## Why is CCSDT(Q) still a quarter of an electronvolt off for this B₂H₂ singlet?

**Question**

I have the vertical ionisation energy of B₂H₂ at a whole ladder of levels, from a closed-shell singlet to the doublet cation at fixed atoms. Each row is compared with a best estimate of 8.681 eV at the basis limit, so a negative entry means that the gap is too small.

Vertical ionisation energy of B₂H₂ (singlet to doublet cation) at the PBE0/def2-TZVP geometry, from Ansatz 0.2.0 and AFQMC afq 1 (own program). Cores are frozen, determinants are RHF and ROHF, and the basis is cc-pVDZ except for CCSD(T)/CBS. The best estimate is CCSD(T) at the def2-TZVPP/QZVPP limit plus the cc-pVDZ step to CCSDT(Q).

| level | this level less the best estimate at the basis limit (meV) | statistical noise, one standard error (meV) |
| --- | --- | --- |
| HF | -1302.0 | 0.00 |
| MP2 | -546.0 | 0.00 |
| CCSD | -278.0 | 0.00 |
| CCSD(T) | -255.0 | 0.00 |
| CCSDT | -251.0 | 0.00 |
| CCSDT(Q) | -247.0 | 0.00 |
| ph-AFQMC/HF | -259.0 | 51.00 |
| ph-AFQMC/CISD | -206.0 | 12.00 |
| released AFQMC | -198.0 | 17.00 |
| free AFQMC | -237.0 | 23.00 |
| CCSD(T)/CBS | -8.0 | 0.00 |

HF is poor, as I had feared, and the errors shrink quickly up to CCSD. After that they hardly move. CCSDT(Q) ought to be close to exact for eight valence electrons, yet it sits at −247 meV.

The restricted determinant of the neutral is unstable towards one with broken spin symmetry. I therefore suspect strong correlation, which would call for still higher excitations. Two of the AFQMC rows seem to agree, since they use no truncated cluster expansion and come closer to the best estimate. Should I climb further, switch to AFQMC, or is something else wrong?

**Answer**

Three explanations are on the table: higher excitations that the cluster ladder leaves out, a real advantage of AFQMC, and the small basis. They can be told apart because two different things change between your rows. All rows but the last use the cc-pVDZ basis, while the value they are compared with belongs to the basis limit. Each error is therefore a sum of what the method lacks and what the basis lacks.

The last row separates the two. CCSD(T) is 255 meV too low in cc-pVDZ and only 8 meV too low at the basis limit. The method is the same in both rows, so the rise of 247 meV is due to the basis alone. It makes up 97% of the CCSD(T) error.

Your suspicion of higher excitations can be held against the steps of the ladder. Going from CCSD to CCSD(T) raises the gap by 23 meV, and full triples and then perturbative quadruples add about 4 meV each. If the remaining quarter of an electronvolt came from excitations beyond these, the series would have to pick up again after nearly stopping. That is possible in principle, because every rung starts from the same unstable determinant, but nothing in the ladder points to it.

The instability itself is real. A PBE calculation left free to break spin symmetry does so, with ⟨S²⟩ = 0.89 where a pure singlet has zero. It tells you that a single closed-shell determinant is a doubtful start, which is a statement about HF. That determinant still dominates the correlated wavefunction, so the mixing is moderate. Nor does the instability tell you how much is left over after triples and quadruples have repaired that start.

### What correlation does to an ionisation energy

To see why a small basis can do this much harm, look first at why HF is so far off. Correlation lets electrons avoid each other and lowers the energy of every pair. The neutral molecule has more pairs than the cation, so it gains more. A method that recovers too little correlation therefore places the neutral too high relative to the cation, and the gap comes out too small.

Helium shows this in its simplest form. It has one electron pair, and ionisation destroys it, so the whole correlation energy of the atom, roughly 1.1 eV, goes into the ionisation energy. HF is too low by just that amount. The comparison with B₂H₂ holds for the sign and the rough size only, because He⁺ has no correlation left, whereas the B₂H₂ cation still has seven valence electrons that avoid each other.

For B₂H₂ the pairs can be counted. The neutral has four valence electrons of each spin, which gives 4 × 4 = 16 pairs of opposite spin and 6 + 6 = 12 of equal spin. The cation has four and three, which gives 12 and 6 + 3 = 9. Both kinds of pair fall by exactly a quarter.

If all pairs of one kind contributed alike and kept their energy in the cation, correlation would raise the gap by a quarter of the neutral's correlation energy. At CCSDT(Q) in cc-pVDZ that energy is 4.873 eV, taken as the difference between the total energies of CCSDT(Q) and HF. A quarter of it is 1.218 eV. The gap actually rises by 1.055 eV between the same two levels, so the count is about 15% too high.

No constant was adjusted to any row, so this is a fair test of the size. The excess has a plausible origin. Ionisation leaves a half-empty orbital into which the other electrons can be excited, and this gives the cation back some of the correlation it lost. The count ignores that, and it also treats tight and loose pairs as equal.

The same picture explains the shape of the upper part of the table. MP2 recovers nearly three quarters of the neutral's correlation energy, and it also recovers nearly three quarters of the rise in the gap: 756 of 1055 meV. CCSD supplies most of the rest. What matters for the gap is how much of the pair energy a level captures, and by CCSD nearly all that this basis can hold has been captured.

### Why the basis has the same effect

The words "that this basis can hold" carry the explanation of the plateau. When two electrons come close, their wavefunction has a sharp dip that products of smooth orbitals reproduce badly. It takes functions of high angular momentum to build it up, and cc-pVDZ stops at d functions on boron and p functions on hydrogen. Higher excitations can't help here, because they only rearrange electrons among the orbitals that the basis provides.

A small basis thus acts on the gap as a weak method does. It shortens the correlation energy of the neutral more than that of the cation, and the gap comes out too small again. By the quarter rule, a step of 247 meV would correspond to something like 1 eV of pair energy that cc-pVDZ fails to recover in the neutral. Beside the nearly 5 eV that it does recover, this is a reasonable loss for so small a basis.

The size of the basis step is a result of the calculation, while its assignment to close electron pairs is an argument. The HF gap also changes somewhat with the basis, and that part is contained in the 247 meV. The verdict on higher excitations doesn't depend on how the step divides, since both parts come from the basis.

### Why AFQMC looks better

The AFQMC rows are the most tempting evidence for your first idea. The phaseless walk with the CISD trial and the released walk, in which the phaseless constraint is lifted, have errors of −206 and −198 meV. CCSDT(Q) has −247 meV. Read as a ranking, this puts AFQMC ahead.

But these walks live in cc-pVDZ too, and no method confined to that basis should be rewarded for landing near the basis limit. Compared with CCSDT(Q) in the same basis, the two gaps are higher by 41 ± 12 and 49 ± 17 meV. Such a surplus makes the entry in the table smaller whether it is a true improvement or a bias of the walk. The table can't rank the methods until the basis part has been removed.

Suppose first that CCSDT(Q) is right within the basis. Then its whole error is basis error, and the AFQMC surplus is a mistake that happens to cancel part of it. The best estimate is built on this choice: it adds the small step from CCSD(T) to CCSDT(Q) to the CCSD(T) limit. That CCSDT(Q) plus the basis step gives exactly zero is therefore built in and confirms nothing.

Now suppose that the released walk is right. The best estimate should then be raised by the same 49 meV, and the error of the released walk becomes −198 − 49 = −247 meV. That of CCSDT(Q) grows to −296 meV, of which 49 meV would be due to excitations it lacks. So even the one of these two cases that favours your suspicion leaves about five sixths of the CCSDT(Q) error to the basis.

This argument takes the basis step of CCSD(T) to hold for the other correlated levels as well. That is a sound assumption when the levels differ by little within one basis, as they do here from CCSD upwards. It would be a poor one for HF, which has no pair correlation to lose.

### What to do with the number

A larger basis is the first thing to buy. Another rung of the ladder in cc-pVDZ would work on the smaller part of the error, and so would a longer walk. CCSD(T) at the basis limit already lies within 8 meV of the best estimate, although the doubt about the reference is larger than that.

Be careful about what the gap describes. Both hydrogens sit on the same boron, so this is H₂B–B and not the linear HBBH. The singlet may not be the lowest state of this structure either. The notes supplied with the data warn of a lower state of another spin, but that warning doesn't come from these runs, in which only the singlet and the doublet cation were computed. The instability of the RHF determinant can't settle the order, because it doesn't give the energy of a correlated triplet. The 8.681 eV therefore belongs to this singlet at this geometry and shouldn't be quoted as the ionisation energy of ground-state B₂H₂. Boron hydrides serve as dopant sources for silicon, and a model of the ions in such a process would need the lowest states of the fragments that really occur. What usually carries over to other correlated calculations is the direction of the error: a small basis makes it look too easy to remove an electron from a closed-shell pair.

What remains open is the disagreement within cc-pVDZ. The released walk lies almost three standard errors above CCSDT(Q), which is more than noise would often produce. Free projection, which never imposes the constraint, agrees with CCSDT(Q) to 10 ± 23 meV, but its noise is too large to exclude the released value, or to tell whether its energy for the neutral has settled. For the neutral, the cluster results speak against a ladder that stops some 50 meV short. Perturbative quadruples lower its total energy by only 7 meV, and a full-CI correction in a small space of six electrons and eight orbitals lowers it by less than 2 meV more. An overshoot of the walk is therefore the likelier reading, though so small a space can't prove it. A full-CI calculation of both charge states in this same small basis would settle it, and there the basis error would drop out of the comparison.
